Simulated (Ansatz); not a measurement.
## Rh2O5: the change of energy above lowest point and pressure with volume per atom

Results calculated with Ansatz 0.2.0 development build, not measured. Equation of state of a cubic crystal from periodic Kohn-Sham density functional theory without spin; pressure corrected for the finite basis.

Cell of the first row (space group Pn-3m, No. 224):
```
cell vectors (Å)
   4.9727     0.0000     0.0000
   0.0000     4.9727     0.0000
   0.0000     0.0000     4.9727
atoms (fractions of the cell vectors)
Rh  0.00000  0.00000  0.00000
Rh  0.50000  0.50000  0.00000
Rh  0.50000  0.00000  0.50000
Rh  0.00000  0.50000  0.50000
O   0.50000  0.00000  0.00000
O   0.00000  0.50000  0.00000
O   0.00000  0.00000  0.50000
O   0.50000  0.50000  0.50000
O   0.75000  0.75000  0.25000
O   0.75000  0.25000  0.75000
O   0.25000  0.75000  0.75000
O   0.75000  0.25000  0.25000
O   0.25000  0.75000  0.25000
O   0.25000  0.25000  0.75000
```

Settings of every row: formula Rh2O5; structure type cubic X2O5; functional PBE; spin treatment none; k mesh 8x8x8; occupation method fermi-dirac; occupation width 0.061225619 eV; wave cutoff 700 eV; datasets hard PAW; density cutoff ratio 4.

Limits: a cubic model structure, not a phase known at ambient conditions; modest k-mesh, values are not fully converged in k; no spin polarisation, a magnetic state may lie lower.

| row | volume per atom (Å³) | energy above lowest point (meV/atom) | pressure (GPa) |
| --- | --- | --- | --- |
| 1 | 8.783 | 24.81 | 15.059 |
| 2 | 8.97 | 10.59 | 9.446 |
| 3 | 9.157 | 2.54 | 4.448 |
| 4 | 9.344 | 0 | -0.004 |
| 5 | 9.53 | 2.36 | -3.966 |
| 6 | 9.717 | ? | ? |
| 7 | 9.904 | 19.68 | -10.625 |

Question: what energy above lowest point and pressure should row 6 give?

Worked fit of energy above lowest point. Take u = (V_r/V)^(2/3) − 1 with V_r = 9.2505 Å³ an atom, which is twice the finite (Eulerian) strain; such expansions in the strain, on which the Birch-Murnaghan equation of state is built, carry the rest volume and the bulk modulus. The shown rows have u = 0.03518, 0.02074, 0.0068, -0.00668, -0.01965, -0.04449. Least squares give energy above lowest point = 0.626 + 186.18 × u + 14057 × u² + 5506 × u³ meV/atom; a parabola predicts inner rows, each left out in turn, worse (root mean square 0.11 against 0.015 meV/atom). The rows lie off it by 0.00, 0.01, 0.00, -0.01, 0.01, 0.00. Its lowest point lies at u = -0.0066, or V = 9.344 Å³ an atom, and the curvature there gives the bulk modulus at fixed shape and fractions, B = (4/9)(1 + u)² E″(u)/V = 210 GPa. The withheld row has u = -0.03227, so the fit gives 0.626 + 186.18 × (-0.03227) + 14057 × (-0.03227)² + 5506 × (-0.03227)³ = 9.07 meV/atom.

The calculation gave 9.08 meV/atom. The fit lies 0.01 meV/atom (0.04 % of the column's range) below it, one unit of the last digit.

Worked fit of pressure. Take u = (V_r/V)^(2/3) − 1 with V_r = 9.2505 Å³ an atom, which is twice the finite (Eulerian) strain; such expansions in the strain, on which the Birch-Murnaghan equation of state is built, carry the rest volume and the bulk modulus. The shown rows have u = 0.03518, 0.02074, 0.0068, -0.00668, -0.01965, -0.04449. Least squares give pressure = 2.1562 + 331.474 × u + 995.49 × u² GPa; a straight line predicts inner rows, each left out in turn, worse (root mean square 0.62 against 0.014 GPa). The rows lie off it by 0.009, -0.013, -0.008, 0.010, 0.007, -0.004 (root mean square 0.0089 GPa). The pressure vanishes at u = -0.0066, or V = 9.343 Å³ an atom, and there the bulk modulus at fixed shape and fractions is B = −V dP/dV = (2/3)(1 + u) dP/du = 211 GPa. The withheld row has u = -0.03227, so the fit gives 2.1562 + 331.474 × (-0.03227) + 995.49 × (-0.03227)² = -7.504 GPa.

The calculation gave -7.491 GPa. The fit lies 0.013 GPa (0.051 % of the column's range) below it; its largest miss of a shown row is 0.013 GPa.
